\section*{Klemens and Ridley laws for the width of a zone-centre optical phonon}

\subsection*{Statement}

Let a zone-centre optical mode of frequency $\omega_0$ decay through cubic anharmonicity into two phonons of opposite wavevector, with $\omega_1+\omega_2=\omega_0$ and $\omega_1\ge\omega_2$. Write $x_i=\hbar\omega_i/k_BT$ and $n_i=(e^{x_i}-1)^{-1}$. $\Gamma$ is the full width at half maximum in angular frequency. In wavenumbers $\tilde\Gamma=\Gamma/2\pi c$, and $x=(hc/k_B)\,\tilde\omega/T$ with $hc/k_B=1.4388$ cm\,K.

\textbf{(i)} If the decay is concentrated at one frequency pair, then to second order in the cubic coupling
\begin{equation}
\frac{\Gamma(T)}{\Gamma(0)}=F\equiv 1+n_1+n_2=\frac{\sinh(x_0/2)}{2\sinh(x_1/2)\sinh(x_2/2)},
\label{law}
\end{equation}
and the population lifetime is $\tau=1/\Gamma$.

\textbf{(ii)} Symmetric channel, $\omega_1=\omega_2=\omega_0/2$ (Klemens, 1966):
\begin{equation}
F_K=\coth\frac{\hbar\omega_0}{4k_BT}\;\longrightarrow\;\frac{4k_BT}{\hbar\omega_0}\quad(k_BT\gg\hbar\omega_0/4).
\label{klemens}
\end{equation}

\textbf{(iii)} Asymmetric channel LO $\to$ TO + acoustic (Ridley, 1996): $F>F_K$ at every $T>0$, the high-temperature slope is $k_B\omega_0/\hbar\omega_1\omega_2$, and the low-frequency partner supplies a share of the thermal part $F-1$ that tends to one as $T\to0$ and always exceeds its high-temperature limit $\omega_1/\omega_0$.

\subsection*{Premises and conventions}

The crystal is a perfect insulator of $N$ cells on the Born--Oppenheimer surface. A label $\lambda=(\mathbf q,j)$ denotes a harmonic mode, $-\lambda=(-\mathbf q,j)$, and time reversal gives $\omega_{-\lambda}=\omega_\lambda$. The displacement of atom $\kappa$ in cell $l$ is
\begin{equation}
u_{l\kappa\alpha}=\sum_\lambda\Big(\frac{\hbar}{2NM_\kappa\omega_\lambda}\Big)^{1/2}e_{\kappa\alpha}(\lambda)\,e^{i\mathbf q\cdot\mathbf R_l}A_\lambda ,\qquad A_\lambda=a_\lambda+a^\dagger_{-\lambda}=A_{-\lambda}^\dagger .
\end{equation}
The potential is truncated after the cubic term, with the factor $1/3!$ kept explicit:
\begin{equation}
H=\sum_\lambda\hbar\omega_\lambda a^\dagger_\lambda a_\lambda+\frac1{3!}\sum_{\lambda\lambda'\lambda''}V(\lambda,\lambda',\lambda'')A_\lambda A_{\lambda'}A_{\lambda''}.
\end{equation}
The vertex $V$ is an energy. It is the third-order force-constant tensor contracted with three displacement amplitudes, so it is symmetric in its arguments, scales as $N^{-1/2}(\omega\omega'\omega'')^{-1/2}$, and vanishes unless $\mathbf q+\mathbf q'+\mathbf q''$ is a reciprocal lattice vector. Frequencies and vertices are held independent of temperature, and all modes other than the one studied stay in equilibrium at $T$. For a polar mode, $\mathbf q=0$ means the limit $\mathbf q\to0$ along a stated direction.

\subsection*{Proof}

\paragraph{Step 1: equation of motion.} Call the mode $0$; it can be chosen with $A_0=a_0+a_0^\dagger$. The operator $A_0$ can stand in any of the three slots of the cubic term, so the part linear in it is
\begin{equation}
H'=A_0\hat P,\qquad \hat P=\tfrac12\sum_{1,2}V(0,1,2)A_1A_2=\hat P^\dagger ,
\end{equation}
with $3/3!=1/2$ and $\mathbf q_2=-\mathbf q_1$. Terms with $A_0$ in more than one slot involve no free wavevector sum and drop out as $N\to\infty$. Add a probe $-f(t)A_0$. The Heisenberg equation $\dot a_0=-i\omega_0a_0-(i/\hbar)(\hat P-f)$ and its adjoint give, with $B=a_0-a_0^\dagger$, $\dot A_0=-i\omega_0B$ and $\dot B=-i\omega_0A_0-(2i/\hbar)(\hat P-f)$. Hence
\begin{equation}
\ddot A_0+\omega_0^2A_0=\frac{2\omega_0}{\hbar}\,(f-\hat P).
\label{eom}
\end{equation}

\paragraph{Step 2: self-energy and line shape.} The driven amplitude $\langle A_0(t)\rangle\propto e^{-i\omega t}$ perturbs the other modes through $\langle A_0\rangle\hat P$. Linear response gives $\delta\langle\hat P\rangle=\hbar\Pi(\omega)\langle A_0\rangle$ with
\begin{equation}
\Pi(\omega)=-\frac{i}{\hbar^2}\int_0^\infty dt\,e^{i(\omega+i\eta)t}\big\langle[\hat P(t),\hat P(0)]\big\rangle\equiv\Delta(\omega)-i\gamma(\omega),\qquad\eta\to0^+ .
\label{kubo}
\end{equation}
Since $\hat P$ is of first order in $V$, the average is taken in the harmonic ensemble; the coupling of $\hat P$ to the fluctuations of $A_0$ changes $\Pi$ only at fourth order. The static mean $\langle\hat P\rangle$, which is nonzero for a fully symmetric mode, moves the equilibrium positions and contributes a real shift only. Averaging \eqref{eom},
\begin{equation}
\frac{\langle A_0\rangle}{f}=\frac{2\omega_0/\hbar}{\omega_0^2-\omega^2+2\omega_0(\Delta-i\gamma)}\simeq\frac{1/\hbar}{\omega_0+\Delta-\omega-i\gamma},
\end{equation}
where $\omega_0^2-\omega^2\simeq2\omega_0(\omega_0-\omega)$ holds for $|\Pi|\ll\omega_0$. If $\Pi$ is constant across the line, the absorptive part is a Lorentzian of half width $\gamma(\omega_0)$, so $\Gamma=2\gamma(\omega_0)$. The free amplitude decays as $e^{-\gamma t}$ and its energy as $e^{-\Gamma t}$.

\paragraph{Step 3: the correlation function.} For a free mode,
\begin{equation}
C_\lambda(t)=\langle A_\lambda(t)A_\lambda^\dagger(0)\rangle=(1+n_\lambda)e^{-i\omega_\lambda t}+n_\lambda e^{i\omega_\lambda t}.
\end{equation}
Write $\hat P(0)$ in its adjoint form $\tfrac12\sum V^*A_{2'}^\dagger A_{1'}^\dagger$. Wick's theorem gives three pairings. The one that pairs operators at equal times yields $\langle\hat P\rangle^2$ and cancels in the commutator. The other two are equal because $V$ is symmetric. The reversed order of operators gives the complex conjugate, so
\begin{equation}
\langle[\hat P(t),\hat P(0)]\rangle=\tfrac14\cdot2\sum_{1,2}|V(0,1,2)|^2\,[C_1C_2-C_1^*C_2^*].
\end{equation}
Multiply out with $\Omega_\pm=\omega_1\pm\omega_2$. The coefficient of $e^{-i\Omega_+t}$ is $(1+n_1)(1+n_2)-n_1n_2=1+n_1+n_2$, that of $e^{-i\Omega_-t}$ is $(1+n_1)n_2-n_1(1+n_2)=n_2-n_1$, and the conjugate exponentials carry the opposite signs. With $-i\int_0^\infty e^{i(\omega+i\eta-\Omega)t}dt=(\omega-\Omega+i\eta)^{-1}$,
\begin{multline}
\Pi(\omega)=\frac1{2\hbar^2}\sum_{1,2}|V|^2\Big\{(1+n_1+n_2)\Big[\frac1{\omega-\Omega_++i\eta}-\frac1{\omega+\Omega_++i\eta}\Big]\\
+(n_2-n_1)\Big[\frac1{\omega-\Omega_-+i\eta}-\frac1{\omega+\Omega_-+i\eta}\Big]\Big\}.
\label{Pi}
\end{multline}

\paragraph{Step 4: the width.} Use $\mathrm{Im}\,(y+i\eta)^{-1}\to-\pi\delta(y)$. For $\omega>0$ the term $\delta(\omega+\Omega_+)$ vanishes, and the exchange $1\leftrightarrow2$ turns $-(n_2-n_1)\delta(\omega+\Omega_-)$ into $(n_2-n_1)\delta(\omega-\Omega_-)$. Therefore
\begin{equation}
\Gamma=\frac{\pi}{\hbar^2}\sum_{1,2}|V(0,1,2)|^2\big\{(1+n_1+n_2)\,\delta(\omega_0-\omega_1-\omega_2)+2(n_2-n_1)\,\delta(\omega_0+\omega_2-\omega_1)\big\}.
\label{full}
\end{equation}
The first term is decay. The second is the difference process $\omega_0+\omega_2\to\omega_1$, which vanishes at $T=0$ and needs modes above $\omega_0$. It is absent when $\omega_0$ is the top of the spectrum and is dropped from here on; its size for GaN is given below.

\paragraph{Step 5: width and lifetime.} For an unordered pair of created phonons the two orderings in $\hat P$ cancel the factor $1/2$, so the squared matrix element for $0\to1+2$ is $|V|^2N_0(1+n_1)(1+n_2)$ and that of the reverse process is $|V|^2(1+N_0)n_1n_2$, with $N_0$ the actual occupation of mode $0$. The golden rule gives $(2\pi/\hbar^2)\,\delta(\omega_0-\omega_1-\omega_2)$ times these, and a sum over unordered pairs is half the sum over ordered ones:
\begin{equation}
\dot N_0=-\frac{\pi}{\hbar^2}\sum_{1,2}|V|^2\,\delta(\omega_0-\omega_1-\omega_2)\,\big[N_0(1+n_1+n_2)-n_1n_2\big].
\end{equation}
On the energy shell
\begin{equation}
1+n_1+n_2=n_1n_2\big[(e^{x_1}-1)(e^{x_2}-1)+e^{x_1}+e^{x_2}-2\big]=n_1n_2\,(e^{x_0}-1)=\frac{n_1n_2}{n_0}.
\label{db}
\end{equation}
The bracket is thus $(1+n_1+n_2)(N_0-n_0)$ and $\dot N_0=-\Gamma\,(N_0-n_0)$ with the decay part of \eqref{full}. This proves $\tau=1/\Gamma$. The factor $1+n_1+n_2$ is stimulated decay minus recombination, which is why it is linear and not quadratic in the occupations.

\paragraph{Step 6: one channel.} Define the temperature-independent decay spectrum
\begin{equation}
g(\omega)=\frac{\pi}{\hbar^2}\sum_{1,2}|V|^2\,\delta(\omega_0-\omega_1-\omega_2)\,\delta(\omega-\omega_2)=g(\omega_0-\omega).
\end{equation}
Then, with no further approximation,
\begin{equation}
\Gamma(T)=\int_0^{\omega_0}d\omega\,g(\omega)\,[1+n(\omega)+n(\omega_0-\omega)],\qquad\Gamma(0)=\int_0^{\omega_0}g\,d\omega .
\label{spec}
\end{equation}
If $g=\tfrac12\Gamma(0)[\delta(\omega-\omega_1)+\delta(\omega-\omega_2)]$, the first form of \eqref{law} follows. Inserting $n=e^{-x/2}/[2\sinh(x/2)]$ in \eqref{db} gives the second, because the exponentials cancel for $x_1+x_2=x_0$. A peak of mean $\omega_2$ and variance $\sigma^2$ adds $\tfrac12\sigma^2\,\partial^2F/\partial\omega_2^2$ at fixed $\omega_0$; at high temperature this is the fraction $\sigma^2(\omega_1^{-3}+\omega_2^{-3})/(\omega_1^{-1}+\omega_2^{-1})$ of $F$.

\paragraph{Step 7: limits and the Klemens law.} From $n+\tfrac12=\tfrac12\coth(x/2)$,
\begin{equation}
F=\tfrac12\coth\frac{x_1}2+\tfrac12\coth\frac{x_2}2 .
\end{equation}
Setting $x_1=x_2=x_0/2$ gives $F_K=\coth(x_0/4)$. The series $\tfrac12\coth(x/2)=x^{-1}+x/12-x^3/720+\dots$, convergent for $x<2\pi$, gives
\begin{equation}
F=\frac{T}{T^*}+\frac{x_0}{12}-\frac{x_1^3+x_2^3}{720}+\dots,\qquad k_BT^*=\frac{\hbar\omega_1\omega_2}{\omega_0},
\label{highT}
\end{equation}
since $x_1^{-1}+x_2^{-1}=x_0/x_1x_2$. There is no constant term: the asymptote passes through the origin, and $F$ lies above it because $\coth y>1/y$. In the symmetric case $k_BT^*=\hbar\omega_0/4$, which is the limit in \eqref{klemens}. At low temperature $F\simeq1+e^{-x_2}+e^{-x_1}$, so the rise sets in with activation energy $\hbar\omega_2$.

\paragraph{Step 8: the asymmetric channel.} The occupation is strictly convex, $d^2n/dx^2=e^x(e^x+1)/(e^x-1)^3>0$, so $n_1+n_2>2n(x_0/2)$ for $x_1\neq x_2$. The Klemens factor is the smallest one possible at given $\omega_0$, and by \eqref{spec} any decay spectrum obeys $\Gamma(T)/\Gamma(0)\ge F_K$. By \eqref{highT} the ratio $F/F_K$ tends to $\omega_0^2/4\omega_1\omega_2$. Next, $(e^x-1)/x=\sum_{k\ge0}x^k/(k+1)!$ increases with $x$ and tends to one as $x\to0$. Hence $n_2/n_1=(e^{x_1}-1)/(e^{x_2}-1)>\omega_1/\omega_2$, with equality as $T\to\infty$, while $n_2/n_1\simeq e^{x_1-x_2}\to\infty$ as $T\to0$. The share $s=n_2/(n_1+n_2)$ therefore obeys $\omega_1/\omega_0<s<1$. The soft partner governs the temperature dependence, but the TO partner keeps up to a fraction $\omega_2/\omega_0$ of it, and for $n_1+n_2<1$ the spontaneous term still makes up most of the width.

\subsection*{When the symmetric channel is closed}

A diatomic chain with spring constant $K$ and masses $M>m$ has $\omega_0^2=2K(1/m+1/M)$ at the zone centre and an acoustic band ending at $\omega_a^2=2K/M$. Decay into two acoustic phonons needs $\omega_0\le2\omega_a$, that is $1+M/m\le4$ or $M/m\le3$. For Ga and N (69.723 and 14.007 u) the ratio is 4.98. The chain is only indicative, but the same counting applies to the real spectrum. If it consists of a lower manifold ending at $\omega_a$ and an upper one starting at $\omega_b$, with $2\omega_a<\omega_0<2\omega_b$, energy conservation excludes lower--lower and upper--upper pairs. Only the pair of one upper and one lower phonon remains, with $\omega_2\le\omega_0-\omega_b$.

\subsection*{Illustration: the $A_1$(LO) mode of wurtzite GaN}

Take $\tilde\omega_0=734$ cm$^{-1}$ ($\mathbf q\to0$ along $c$) and $\tilde\omega_a\approx340$ cm$^{-1}$ as approximate inputs. Then $\tilde\omega_0/2=367$ cm$^{-1}$ lies in the gap and $2\tilde\omega_a=680$ cm$^{-1}$ falls short of $\tilde\omega_0$. For polarisation along $c$ there is one polar mode, and the Lyddane--Sachs--Teller relation reads $\omega_{LO}^2/\omega_{TO}^2=\varepsilon_s/\varepsilon_\infty$. The compiled values $\varepsilon_s=10.4$ along $c$ (Ioffe Institute) and $\varepsilon_\infty=5.3$ (Chen 2018, a directional mean used here for the $c$ component) give $\omega_{LO}/\omega_{TO}=1.40$ and $\tilde\omega_{TO}=524$ cm$^{-1}$. Channel A takes the TO branch as flat: $\tilde\omega_1=524$, $\tilde\omega_2=210$ cm$^{-1}$.

The partners have large wavevector. Approximate lattice constants $a=3.189$ \AA, $c=5.185$ \AA\ and two formula units per cell give a density of 6.09 g\,cm$^{-3}$; with the compiled $C_{11}=390$ GPa (Oses 2018) the basal-plane LA velocity is $(C_{11}/\rho)^{1/2}=8.0$ km\,s$^{-1}$. Linear dispersion then places the acoustic phonon at $q=\omega_2/v=0.49$ \AA$^{-1}$, or 0.43 of $\Gamma M=2\pi/\sqrt3a=1.14$ \AA$^{-1}$, and further out if the branch bends down. On $\Gamma M$ the LA mode and the $c$-polarised TO mode are both even under the mirror that contains $\mathbf q$ and $c$, so the vertex with a fully symmetric mode is allowed. At such $q$ the TO branches typically lie above the zone-centre $A_1$(TO) frequency. Channel B tests this with $\tilde\omega_1=559$ cm$^{-1}$, the approximate $E_1$(TO) frequency, and $\tilde\omega_2=175$ cm$^{-1}$. The closed symmetric channel is listed as $F_K$ for contrast.

\begin{center}
\begin{tabular}{rcccccc}
\hline
$T$ (K) & $n_2$ (A) & $n_1$ (A) & $s$ (A) & $F_A$ & $F_B$ & $F_K$\\
\hline
100 & 0.051 & 0.0005 & 0.99 & 1.05 & 1.09 & 1.01\\
300 & 0.575 & 0.088 & 0.87 & 1.66 & 1.83 & 1.42\\
600 & 1.528 & 0.398 & 0.79 & 2.93 & 3.27 & 2.42\\
900 & 2.507 & 0.763 & 0.77 & 4.27 & 4.79 & 3.51\\
\hline
\end{tabular}
\end{center}

For channel A, $T^*=216$ K against 264 K for the symmetric split, $F_A/F_K\to1.22$ and $s\to0.71$. At 900 K the first two terms of \eqref{highT} are 4.17 and 0.10, which sum to the tabulated $F_A$.

The laws do not fix $\Gamma(0)$. Choose $\tau(300\,\mathrm K)=2.5$ ps, an input selected to reproduce the typical room-temperature population lifetime in lightly doped GaN. Then $\tilde\Gamma(300\,\mathrm K)=1/2\pi c\tau=2.1$ cm$^{-1}$, and $\tau(T)=\tau(300\,\mathrm K)\,F(300\,\mathrm K)/F(T)$. In channel A the model gives $\tilde\Gamma(0)=1.3$ cm$^{-1}$, $\tau(0)=4.2$ ps and $\tau(600\,\mathrm K)=1.4$ ps. Channel B gives 4.6 and 1.4 ps, the symmetric split 3.5 and 1.5 ps. Above room temperature all channels approach proportionality to $T$, so only the range below 300 K discriminates among them. These are the model's numbers for three-phonon decay. Raman widths of this mode in real samples are typically larger than $1/2\pi c\tau$, often by a factor of two or more, because of the extrinsic terms listed last below.

\subsection*{Range of validity}

\emph{Sharp line.} Step 2 needs $\Gamma\ll\omega_0$, here $\Gamma/\omega_0=0.003$ at 300 K, and a $\gamma(\omega)$ that is smooth over $\Gamma$. Near a van Hove edge of the two-phonon density of states the line is not Lorentzian.

\emph{Single pair.} A spread $\sigma=30$ cm$^{-1}$ about channel A raises $F$ by less than 2\% at high temperature. The position of the peak matters more, as $F_A$ and $F_B$ show.

\emph{Difference processes.} Take the top of the spectrum as $E_1$(LO) at approximately 741 cm$^{-1}$, so the absorbed acoustic phonon has at most 7 cm$^{-1}$ and $n=29$ at 300 K. A density of states $\propto\omega^2$ and a deformation-type $|V|^2\propto\omega$ scale its weight by $(7/210)^3$, and its ratio to decay is of order $(7/210)^3n/F_A\approx7\times10^{-4}$.

\emph{Fixed frequencies.} The compiled expansion along $c$, $3.17\times10^{-6}$ K$^{-1}$ (Ioffe Institute), used for all three axes with a typical Gr\"uneisen parameter of one, softens the modes by 0.6\% over 600 K. The basal-plane expansion is typically larger, so this is a low estimate. Since $|d\ln\coth y/d\ln y|=2y/\sinh2y\le1$, a uniform softening changes $F$ by no more than the same fraction. Its effect on $g$ is not bounded in this way.

\emph{Higher orders.} Decay into three phonons carries, by the balance argument of Step 5, the factor $\prod(1+n_i)-\prod n_i$. For the equal split at 245 cm$^{-1}$, which lies in the lower manifold and is open, this is $G=1+3n+3n^2$, equal to 2.9 at 300 K and 20 at 900 K, growing as $T^2$. Its weight at $T=0$ relative to cubic decay is of order $b\sim(\Phi_4/\Phi_3)^2\hbar/2\mu\omega$ for equal phase space, with $\Phi_3$ and $\Phi_4$ the cubic and quartic bond force constants. The reduced mass $\mu=11.7$ u gives $\hbar/2\mu\omega=0.006$ \AA$^2$, and an assumed $|\Phi_4/\Phi_3|=3$ \AA$^{-1}$ gives $b\approx0.05$. Then $bG/F_A$ is 0.09 at 300 K and 0.24 at 900 K. Two-in, two-out scattering and repeated cubic vertices enter at the same order, so this is no upper bound, and the 900 K row is a lower estimate of the growth of the width.

\emph{Equilibrium partners.} If the daughter modes are overpopulated, as in a transistor channel at high field, \eqref{full} holds with their actual occupations and $N_0$ relaxes towards $n_1n_2/(1+n_1+n_2)$ formed from them.

\emph{Extrinsic widths.} Isotope disorder, defects and strain gradients add a nearly constant width that must be removed before \eqref{law} is applied. Free carriers mix the LO mode with the plasmon through the zero of $\varepsilon(\omega)/\varepsilon_\infty=(\omega_{LO}^2-\omega^2)/(\omega_{TO}^2-\omega^2)-\omega_p^2/[\omega(\omega+i\gamma_p)]$, with $\omega_p^2=n_ee^2/\epsilon_0\varepsilon_\infty m^*$ and $\gamma_p=e/m^*\mu_e$. To first order in $\omega_p^2$ and $\gamma_p/\omega_{LO}$ the root moves by $\delta\,(1-i\gamma_p/\omega_{LO})$ with $\delta=\omega_p^2(1-\omega_{TO}^2/\omega_{LO}^2)/2\omega_{LO}$. For $n_e=10^{17}$ cm$^{-3}$, a typical $m^*=0.2\,m_e$ and a typical $\mu_e=500$ cm$^2$V$^{-1}$s$^{-1}$ one finds $\tilde\omega_p=92$, $\tilde\gamma_p=93$ and $\tilde\delta=2.8$ cm$^{-1}$, and an added full width $2\delta\gamma_p/\omega_{LO}$ of 0.7 cm$^{-1}$, a third of the model's anharmonic width at 300 K. The law \eqref{law} describes the $A_1$(LO) line only at carrier densities well below this value.